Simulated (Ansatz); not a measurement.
# Rh: energy above lowest point against volume scale

Free energy against uniform scaling of the volume at fixed shape and fractions; periodic cell, basis, potentials, k mesh and filling as listed. The results are calculated, by Ansatz 0.2.0.

The cell before it is scaled or strained (space group P6_3/mmc, No. 194):
```
cell vectors (Å)
   2.7310     0.0000     0.0000
  -1.3655     2.3651     0.0000
   0.0000     0.0000     4.4285
atoms (fractions of the cell vectors)
Rh  0.66667  0.33333  0.75000
Rh  0.33333  0.66667  0.25000
```

Settings of every row: functional PBEsol; dispersion none; potentials PAW; wave cutoff 500 eV; density cutoff 2000 eV; k mesh 12x12x7; k shift 0x0x0; occupations fermi dirac; smearing width 0.15 eV; spin none.

Limits: coarse k mesh, up to 40 meV an atom off; the cell comes from a prototype or a list of computed structures and needn't be the stable phase.

| row | volume scale | V (Å³/atom) | energy above lowest point (meV/atom) |
| --- | --- | --- | --- |
| 1 | 0.94 | 13.444 | 0.6 |
| 2 | 0.96 | 13.73 | 0 |
| 3 | 0.98 | 14.016 | 9.6 |
| 4 | 1 | 14.302 | 28.1 |
| 5 | 1.02 | 14.588 | 54.4 |
| 6 | 1.04 | 14.874 | ? |
| 7 | 1.06 | 15.16 | 126.7 |

Question: what energy above lowest point should row 6 give?

Worked fit of energy above lowest point. Take u = (V_r/V)^(2/3) − 1 with V_r = 14.159 Å³ an atom, which is twice the finite (Eulerian) strain; such expansions in the strain, on which the Birch-Murnaghan equation of state is built, carry the rest volume and the bulk modulus. The shown rows have u = 0.03515, 0.02072, 0.00679, -0.00668, -0.0197, -0.04452. Least squares give energy above lowest point = 17.8 − 1377.4 × u + 24707 × u² + 15805 × u³ meV/atom; a parabola predicts inner rows, each left out in turn, worse (root mean square 0.31 against 0.013 meV/atom). All shown rows lie on it to the printed digit. Its lowest point lies at u = 0.0272, or V = 13.6 Å³ an atom, and the curvature there gives the bulk modulus at fixed shape and fractions, B = (4/9)(1 + u)² E″(u)/V = 287 GPa. Letting shape and atoms relax would as a rule lower it, by much in layered, chain or molecular crystals. The withheld row has u = -0.03231, so the fit gives 17.8 − 1377.4 × (-0.03231) + 24707 × (-0.03231)² + 15805 × (-0.03231)³ = 87.6 meV/atom.

The calculation gave 87.5 meV/atom. The fit lies 0.1 meV/atom (0.079 % of the column's range) above it, one unit of the last digit.
